## Appendix: Inverting the ND$_3$ umbrella levels with a quartic double well

**Model.** Let $x$ be the distance of N from the D$_3$ plane and $V=V_0(1-x^2/a^2)^2$. For a rigid triangle $\mu=3mM/(3m+M)=4.221$ u, with $m=2.0141$ u and $M=14.0031$ u. Energies are wavenumbers, and $\tilde\omega=\omega/2\pi c$. The curvature at $x=\pm a$ gives $\omega^2=8hcV_0/\mu a^2$, and the action between the minima is

$$S=\frac1\hbar\int_{-a}^{a}\sqrt{2\mu hcV}\,dx=\frac{16V_0}{3\tilde\omega}=\frac{2\mu\omega a^2}{3\hbar}.$$

The standard semiclassical splitting is $2\tilde\omega\sqrt{\mu\omega a^2/\pi\hbar}\,e^{A-S}$ with $A=\int_0^a[\omega\sqrt{\mu/2hcV}-(a-x)^{-1}]dx=\int_0^a(a+x)^{-1}dx=\ln2$. With the known asymptotic corrections for $S\gg1$, the ground splitting $\Delta$ and the fundamental $\bar\nu$ (mean of the $v=1$ doublet minus mean of the $v=0$ doublet) are

$$\Delta=2\tilde\omega\sqrt{6S/\pi}\,e^{-S}N,\qquad N=1-\frac{71}{72S}-\frac{6299}{10368S^2},$$

$$\bar\nu=\tilde\omega D,\qquad D=1-\frac1S-\frac{5}{3S^2}.$$

**Data.** These values are made for the exercise, chosen to resemble typical ND$_3$ spectra, and rounded as data are: $\Delta=0.0530\pm0.0005$ cm$^{-1}$, $\bar\nu=747\pm1$ cm$^{-1}$.

**Inversion.** The ratio $\Delta/\bar\nu=7.10\times10^{-5}$ depends on $S$ alone:

$$G(S)=\ln(2\sqrt{6S/\pi})-S+\ln(N/D)=\ln(\Delta/\bar\nu).$$

Then $\tilde\omega=\bar\nu/D$, $V_0=3S\tilde\omega/16$ and $a^2=3S\hbar/2\mu\omega$. Truncating $N$ and $D$ at successive orders in $1/S$ gives:

| order | $S$ | $\tilde\omega$/cm$^{-1}$ | $V_0/10^3$ cm$^{-1}$ | $a$/Å |
|---|---|---|---|---|
| 0 | 11.80 | 747 | 1.65 | 0.435 |
| 1 | 11.81 | 816 | 1.81 | 0.416 |
| 2 | 11.81 | 827 | 1.83 | 0.414 |

The first-order terms, 8.3 % in $N$ and 8.5 % in $D$, almost cancel in the ratio, so $S$ hardly moves. The anharmonic shift survives in $\tilde\omega$, and equating $\tilde\omega$ with $\bar\nu$ underestimates the barrier by 10 % relative to order 2.

**Uniqueness.** At order 0, $\sqrt S e^{-S}$ peaks at $S=1/2$, so a second root lies below $1/2$, where the expansion has no meaning. At order 2, take $S>1.88$, where $D>0$. There $N>D$ and $0<N'<D'$, so $G'=-1+1/2S+N'/N-D'/D<0$. Since $G$ falls from $+\infty$ to $-\infty$, the root is unique. The data fix $V_0$ and the product $\mu a^2=0.72$ u Å$^2$; separating $a$ requires $\mu$.

**Propagation of data errors.** At the order-2 root $G'=-0.959$, hence

$$\delta S=1.042\,(\delta\ln\bar\nu-\delta\ln\Delta),$$

$$\delta\ln V_0=\delta\ln\bar\nu+(1/S-D'/D)\,\delta S=1.078\,\delta\ln\bar\nu-0.078\,\delta\ln\Delta,$$

$$\delta\ln a=-0.451\,\delta\ln\bar\nu-0.049\,\delta\ln\Delta-\tfrac12\,\delta\ln\mu.$$

Independent errors of 0.94 % in $\Delta$ and 0.13 % in $\bar\nu$ give $\pm0.010$ in $S$, $\pm3$ cm$^{-1}$ in $V_0$ and $\pm0.0003$ Å in $a$. The exponential sensitivity of $\Delta$ makes the inverse problem well conditioned, and the relatively more precise datum $\bar\nu$ contributes more to the uncertainty of $V_0$ and $a$.

**Truncation.** Diagonalising the quartic Hamiltonian with the order-2 parameters in 120 oscillator functions returns $\Delta$ within 0.3 % and $\bar\nu$ low by between 0.5 and 0.8 %. The order-2 barrier is therefore low by 10–16 cm$^{-1}$, several times the data error. Rescaling by the diagonalised $\bar\nu$ with the sensitivities above gives the model's values

$$V_0\approx1.84\times10^3\ \text{cm}^{-1},\qquad a\approx0.41\ \text{Å}.$$

**Model limits.** If the bond length $r$ is held fixed instead of the triangle, each D moves radially at distance $\sqrt{r^2-x^2}$ from the axis, and the mass becomes $\mu+3mx^2/(r^2-x^2)$. For a typical $r\approx1.01$ Å the added term vanishes at planarity and is 28 % of $\mu$ at $x=0.41$ Å. A uniform 10 % increase of $\mu$ already lowers $a$ by 5 %, so this choice outweighs both data and truncation errors in $a$; a coordinate-dependent mass would shift $V_0$ as well. Two data cannot test the quartic shape, and $V_0$ is an effective barrier that absorbs the change in zero-point energy of the other five modes along $x$.